A bend was scanned in CHNaS, and four methods were set against CCSD(T). The angle is H–C–Na, with everything else held fixed. One limit bears on every use of the numbers: a warning on every row reports a restricted reference determinant that is unstable towards an unrestricted one, without saying which method it belongs to. CCSD(T) therefore serves here as a common yardstick, not as the truth. Differences of a few meV should not be used to rank methods.

CHNaS (SMILES [Na][CH]=S). Ansatz 0.2.0, Gaussian basis, isolated molecules, cores frozen in correlated methods, PBE0-D4/def2-TZVP structures; def2-TZVPP. Energies are counted from the minimum structure at the same level.

```csv
bend (°),CCSD(T) (eV),method A (eV),method B (eV),method C (eV),method D (eV),method A less CCSD(T) (eV),T1 diagnostic
143.4,0.3972,0.3410,0.3898,0.3726,0.4018,-0.0562,0.021
147.9,0.2719,0.2314,0.2678,0.2543,0.2750,-0.0405,0.020
152.3,0.1694,0.1418,0.1673,0.1574,0.1712,-0.0276,0.020
156.8,0.0876,0.0707,0.0867,0.0802,0.0884,-0.0169,0.020
161.2,0.0323,0.0238,0.0320,0.0285,0.0324,-0.0085,0.019
165.7,0.0033,0.0013,0.0032,0.0024,0.0032,-0.0020,0.019
170.1,0.0041,0.0065,0.0040,0.0052,0.0043,0.0024,0.019
174.6,0.0370,0.0419,0.0367,0.0395,0.0380,0.0049,0.019
179.0,0.1032,0.1082,0.1022,0.1060,0.1054,0.0050,0.019
```

The T1 diagnostic measures the weight of single excitations in the coupled-cluster wavefunction. It stays between 0.019 and 0.021, close to the usual warning level of about 0.02.

**What happens**

The CCSD(T) curve has its minimum near 168°. That is a wide angle for a carbon that also carries sulfur. The molecule is planar, and sodium leans well over towards the sulfur, bridging it and the carbon. Linear H–C–Na is then no symmetry point, and the energy still climbs by 19 meV per degree at 179.0°. Only the hydrogen moves in the scan, so H–C–S opens as H–C–Na closes, and the energy belongs to both angles together.

Method A is 56 meV too low at 143.4°, which is 14% of the CCSD(T) energy there, and 5 meV too high at 179.0°. Its deviation changes sign near 167.4°. The crossing itself carries no information, because all energies are counted from the same starting structure. The opposite signs on the two sides do: method A tilts the curve towards small angles.

Method C does the same on a smaller scale. Method B lies 7 meV low at the small-angle end and 1 meV low at the other, with hardly any tilt. Method D lies 5 and 2 meV high at the two ends. Near the minimum, B and D differ from CCSD(T) by about the rounding of the table.

**Reading the differences**

Suppose a method gives the right curve $E(x)$, but stretched in energy by a fraction $\alpha$, displaced in angle by $\delta$ and offset by a constant $c$. For small changes,

$$E_{\text{method}}-E \approx \alpha E-\delta\,\frac{dE}{dx}+c .$$

The first term has the same sign on both sides of the minimum; the second changes sign. Least-squares fits to all nine rows, with the slope taken from a quartic through the CCSD(T) energies, separate the cases. For method A, stretching alone leaves an rms misfit of 7.5 meV and displacement alone 8.0 meV, but both together leave 0.6 meV. Method A is thus too soft and has its minimum at too small an angle. For method D, a stretch of about +1% carries most of the difference but leaves 0.40 meV, well above the rounding; adding a displacement of only 0.04° towards small angles brings the misfit down to 0.06 meV.

The displacement can be checked by hand. Between 165.7° and 170.1° the deviation of method A rises from −2.0 to +2.4 meV, or 4.4 meV over 4.4°. This is a spurious pull of 1.0 meV per degree towards small angles. The curvature of method A at its minimum, from a quartic fit, is 1.42 meV per square degree, so the minimum should move by

$$\frac{1.0}{1.42}\approx 0.7^\circ .$$

The minima of the quartics for CCSD(T) and method A lie at 167.8° and 167.1°, which agrees. Both rows were part of those fits, so this shows where the shift comes from and is not an independent prediction.

The most telling clue is the ratio of C to A. At 143.4° the deviations are −24.6 and −56.2 meV, a ratio of 0.44. Applied to the −16.9 meV of method A at 156.8°, this one ratio gives −7.4 meV for method C, as found. At 179.0° it gives 2.2 meV where the table has 2.8, so the proportionality frays at that end. Over most of the scan, C behaves like A with a fixed share of one faulty ingredient replaced.

**What else could look like this**

A scan started from another geometry could both displace the curve and change its stiffness, but the caption gives PBE0-D4/def2-TZVP structures throughout. A poorer basis set could produce proportional errors, and the shape of the curves would not expose it; the caption rules it out as the hidden setting, since one basis serves all columns. The shared basis can still leave errors of a few meV in the comparison, because correlated methods converge more slowly with basis size than density functionals do. A different dispersion correction could also tilt a curve. With only one hydrogen moving, its change along the scan is expected to be a few meV at most, which would be too little for method A. The table does not separate this part, so that is an estimate.

What is left is the treatment of exchange and correlation. A and C should be relatives, with C containing a partial replacement of one term. D, slightly too stiff and otherwise right, looks like a correlated method that stops just short of the yardstick. The numbers alone do not identify B.

Rigid scan of the H–C–Na bend in isolated CHNaS (SMILES [Na][CH]=S), computed with Ansatz 0.2.0 using PBE-D4, r2SCAN-D4, PBE0-D4, CCSD and CCSD(T) in the def2-TZVPP basis, with frozen cores in the coupled-cluster calculations. All else is held at the PBE0-D4/def2-TZVP minimum, and energies are relative to that structure at the same level.

**Why**

The hidden setting is the method: A is PBE-D4, B is r2SCAN-D4, C is PBE0-D4 and D is CCSD. PBE0 keeps the correlation of PBE and replaces a quarter of its exchange by exact exchange. Because the energy is stationary with respect to the orbitals, the change is, to first order,

$$E_{\text{PBE0}}-E_{\text{PBE}}\approx \tfrac14\left(E_x^{\text{exact}}-E_x^{\text{PBE}}\right),$$

apart from slightly different dispersion parameters. At 143.4° the left side is 31.6 meV, so PBE exchange favours the bent structure over the starting one by roughly 126 meV more than exact exchange does. Replacing a quarter of it removes more than half of PBE's deviation at that angle.

It does not follow that the remedy is more exact exchange. Extending the line would cancel the deviation at a share of about 0.44, but PBE exchange and PBE correlation have errors that partly compensate, and a large dose of exact exchange spoils that balance. r2SCAN makes the same point from the other side: it contains no exact exchange and is still closer to CCSD(T) than PBE0 in every row. It also uses the kinetic-energy density of the orbitals, which lets a functional tell a single bond from an overlap of closed shells. This points to the particular form of PBE rather than to the lack of exact exchange as such. It is an argument, not a proof: r2SCAN changes exchange and correlation together, its lead over PBE0 is only a few meV or less near the minimum and at large angles, and the yardstick probably rests on an unstable reference. At the starting structure the closed-shell PBE and r2SCAN solutions were found to be stable, so the warning most likely concerns the Hartree–Fock determinant beneath the coupled-cluster energies.

Why PBE favours the small-angle side is less certain. Semilocal exchange leaves part of each electron's repulsion with itself uncancelled, and this favours spread-out charge. If bending towards small angles spreads the valence charge near carbon over more of the molecule, the sign comes out right. That is a guess, and the success of r2SCAN suggests that self-repulsion is not the whole story.

CCSD differs from CCSD(T) by the perturbative triple excitations. These lower the energy, and the table shows that they lower it more at both ends of the scan than at the minimum, so leaving them out makes the well a little steeper. A likely reason is that occupied and empty orbitals come closer together on distortion, which enlarges the correction, but the orbital energies were not examined here. The T1 diagnostic follows this only in part: it rises to 0.021 at 143.4°, but to the printed figures it is still 0.019 at 179.0°, though CCSD is 2 meV high there.

**How large, and what to do**

The quartic fits put the curvature at the minimum 8% too low for PBE, 3% too low for PBE0, 1% too low for r2SCAN and 2% too high for CCSD. A vibration frequency goes as the square root of the curvature, so PBE would place a pure bend of this kind about 4% too low. The fits used evenly spaced angles, up to 0.03° from the printed ones. On the steepest part of the curve that is worth nearly 1 meV, but it affects all methods alike and hardly touches the comparison.

Near the minimum, along this one rigid coordinate and for the closed-shell solution, all four methods stay close to the yardstick: from 165.7° to 174.6° none strays from CCSD(T) by more than 5 meV. For large bends towards small angles, PBE energies should be checked with a better method. One check point on each side of the minimum is worth more than two on the same side, because opposite signs reveal a tilt and equal signs a wrong stiffness.

The same reasoning carries over to other coordinates. In a linear molecule such as HCN, symmetry forbids a tilt at 180°, so a functional can get the stiffness of the bend wrong but cannot push the angle to one side. Stretching the C–Na bond would be a harsher test. There the closed-shell reference itself breaks down, the triples correction stops being small, and CCSD(T) can no longer serve as the yardstick.
